Why do three cadmium atoms in the same crystal, each with four neighbours, give up different amounts of charge? In this ordered sulphide selenide every Cd carries a charge of roughly 0.7 to 0.8 e, and the spread among them is about 0.1 e. Exchanging one Se neighbour for S goes with a few hundredths of an electron more lost by the Cd. That last figure is the one to explain.

Ansatz 0.2.0, scalar-relativistic PBE with PAW and plane waves to 420 eV, for the 6-atom cell of Cd3Se2S (P3m1) at fixed atoms, without spin polarization; 12×12×4 k mesh, Gaussian smearing of 0.02 eV. Bader charges are positive for lost electrons. The s, p and d electrons are Loewdin populations, set to zero for shells the PAW dataset lacks.

```
row  bader charge (e)  element  s electrons (e)  p electrons (e)  d electrons (e)  bader volume (Å³)
  1             0.722       Cd            2.800            5.999            9.984              23.59
  2             0.832       Cd            2.778            5.999            9.983              23.20
  3             0.746       Cd            2.794            5.999            9.983              23.08
  4            -0.722       Se            1.909            5.119           10.000              34.76
  5            -0.725       Se            1.908            5.124           10.000              34.80
  6            -0.853        S            1.892            5.165            0.000              31.31
```

The Bader charge comes from dividing space among the atoms along surfaces where the electron density passes through a minimum. The electrons inside each region are counted and compared with those of the neutral atom. A positive value means that electrons have left. The Bader volume is the size of the region; here the six volumes add up to 170.74 Å³, the whole cell.

The coordinates show what distinguishes the Cd sites. Each Cd lies between two anion layers, with three slanted bonds to one layer and one upright bond to the other. Row 1 has four Se neighbours, row 3 has three Se and one S, and row 2 has one Se and three S. The charge rises in just this order, from 0.722 through 0.746 to 0.832 e.

Three explanations come to mind: the most positive Cd may have the least space, it may have the shortest bonds, or it may have the neighbours that pull hardest. Rows 2 and 3 do most of the work in telling them apart, with row 1 as the pure selenide surroundings.

The explanation by space is tempting because charge and volume come from the same division of the crystal. A smaller region should hold fewer electrons and so leave the atom more positive. From row 1 to row 3 this seems to work, since the volume shrinks by 0.51 Å³ while the charge rises. From row 3 to row 2, however, the charge makes its large step of 0.086 e while the volume grows slightly, by 0.12 Å³.

That small growth may lie within the error of the Bader grid, which was not tested, but the argument doesn't need it to be real. It needs only that row 2 isn't clearly smaller than row 3. A straight line of charge against volume through rows 1 and 3 would give row 2 a charge of 0.74 e, far below the calculated 0.83 e. The size of the region therefore does not set the order.

Bond length is a more serious candidate. Sulphur is a smaller atom than selenium, so its bonds to Cd are shorter, and the mean bond length falls from row 1 to row 3 to row 2 as the charge rises. The order is right, but the steps have the wrong sizes. The larger shortening, about 0.026 Å, comes with the small rise in charge, and the smaller one, about 0.015 Å, comes with the large rise. Both come from coordinates rounded to three decimals and are good to a few thousandths of an ångström.

Theory doesn't favour a simple length rule either. Bringing two atoms closer strengthens the mixing of their orbitals, which tends to share the electrons more evenly. It also strengthens the attraction between opposite charges, which favours transfer. The net effect of length alone can't be read from these rows. They speak against a charge that rises in proportion to the shortening, but not against every influence of length.

The third explanation looks at who the neighbours are. In a bond between Cd and an anion, the shared electrons lie closer to the partner whose valence orbital is lower in energy. The valence p level of sulphur lies deeper than that of selenium, so a Cd–S bond should be the more lopsided of the two. This is standard chemistry and not a result of the table, but the table agrees with it: S carries −0.853 e, while the two Se carry −0.722 and −0.725 e.

The comparison among the anions is a fair one in one respect, because each of them has four Cd neighbours. It also suggests a simple test. If the extra charge on S is supplied by the Cd atoms that touch it, the anion charges should foretell the Cd charges. Assume that each anion draws its charge in four equal parts, one through each bond:

share of a Cd–Se bond = 0.7235 e / 4 = 0.181 e

share of a Cd–S bond = 0.853 e / 4 = 0.213 e

Here 0.7235 e is the mean size of the two Se charges. The charge of a Cd atom is then the sum of the shares around it.

Row 2 has one Se and three S neighbours, so the estimate is

charge of Cd in row 2 = 1 × 0.181 e + 3 × 0.213 e = 0.82 e

The calculation gives 0.832 e. No Cd charge went into the two shares, so row 2 was not used to make its own estimate. The cell is neutral, though, and this fixes the sum of the three Cd charges once the anion charges are known. What the model has to get right is how that sum is divided.

It divides it well, though with the sum fixed only two numbers are left to match. The typical (root-mean-square) miss over the three Cd rows is 0.009 e, against 0.047 e if the total were simply spread evenly over them. This is the physical point of the comparison: the extra demand of sulphur is met mainly by its own neighbours and not by all the cadmium in the cell. The output printed after this text gives the estimate for each row.

The model is not exact, and its errors have a pattern. It puts row 3 about 0.01 e too high and row 2 about 0.01 e too low, so it makes the contrast between them too weak. Equal shares require the step from one S neighbour to three to be twice the step from none to one, whereas the calculated step is more than three times as large. The four bonds of S are not alike: the upright one, to row 3, is about 2.57 Å long, and the three slanted ones, to row 2, are about 0.04 Å longer. If every Cd–Se bond keeps its share, the charges ask for 0.203 e through the upright bond and 0.217 e through each slanted one. The shorter Cd–S bond then carries the smaller share, the opposite of what the length rule wants. Two shares are set here from two charges, so this describes the miss and doesn't prove its cause; the division of space may also be uncertain by this much.

The same weakness appears if the neighbour count is put through the test used for volume. A line through rows 1 and 3, continued to three S neighbours, gives row 2 a charge of 0.79 e, which is also too low. It comes closer than the volume line or the corresponding line for mean bond length, which gives 0.76 e. Such a line rests on one small charge difference, so an error in that difference is magnified on the way to row 2. The anion charges give the steadier estimate.

A different way of counting electrons supports the direction of the effect but not its size. The columns of s, p and d electrons come from Loewdin populations, which project the electrons onto atomic orbitals instead of dividing space. The s electrons of Cd, a filled 4s shell plus a partly filled 5s shell, fall by 0.022 e from row 1 to row 2, about a fifth of the rise in Bader charge. They fall by 0.006 e from row 1 to row 3 and by a further 0.016 e to row 2, so here too the second step is more than twice the first. This hints that the uneven steps are not merely an error in dividing space. The projection includes no Cd 5p shell and leaves about half an electron of the cell unassigned, so its small differences need the same caution.

For practical use, the order of the sites therefore deserves more trust than the size of the charges or of the differences between them. A value near 0.8 e doesn't mean that Cd has lost less than one electron in the chemical sense; its formal oxidation state here is +2. Each scheme draws its own border through the shared electrons. What survives the change of scheme is the order: the more S neighbours a Cd has, the more electron density it loses.

One question stays open. Sulphur brings both a deeper p level and shorter bonds, and every Cd–S bond in this cell is shorter than every Cd–Se bond, so only the small difference between the two Cd–S lengths bears on length alone. A calculation with all atoms held at the geometry of pure CdSe would separate length from element, though not the p level from the smaller size of the S atom. Until then, the safe rule is to count the neighbours of the particular Cd and not to rely on the overall composition: by the bond shares, a Cd with two S and two Se should fall between rows 3 and 2. That is an estimate for a site which this cell doesn't contain, and the ordering studied here may itself be an invented or metastable one.

Output of the analysis:

```
Bond sum against Bader charge (anion charges are the input):
  row  S neighbours  mean bond (A)  charge (e)  bond sum (e)  miss (e)
    1             0          2.668       0.722        0.7235    0.0015
    2             3          2.626       0.832        0.8206  -0.01137
    3             1          2.641       0.746        0.7559  0.009875
    4             0          2.668      -0.722       -0.7235   -0.0015
    5             0          2.668      -0.725       -0.7235    0.0015
    6             0            2.6      -0.853        -0.853         0
charge assigned to one Cd-Se bond (e): 0.1809
charge assigned to one Cd-S bond (e): 0.2132
excess of a Cd-S bond over a Cd-Se bond (percent): 17.9
rms miss of the bond sum on the three Cd (e): 0.00874
rms miss if all Cd had their mean charge (e): 0.04723
charge step from Cd 1 to Cd 3 (e): 0.024
charge step from Cd 3 to Cd 2 (e): 0.086
mean bond length step from Cd 1 to Cd 3 (A): -0.02646
mean bond length step from Cd 3 to Cd 2 (A): -0.01485
volume step from Cd 1 to Cd 3 (A^3): -0.51
volume step from Cd 3 to Cd 2 (A^3): 0.12
Cd 2 charge from the volume line through Cd 1 and Cd 3 (e): 0.7404
Cd 2 charge from the bond length line through Cd 1 and Cd 3 (e): 0.7595
Cd 2 charge from the S count line through Cd 1 and Cd 3 (e): 0.794
S volume less mean Se volume (A^3): -3.47
Loewdin s population of Cd 2 less that of Cd 1 (e): -0.022
Loewdin s plus p population of S less mean Se (e): 0.027
```
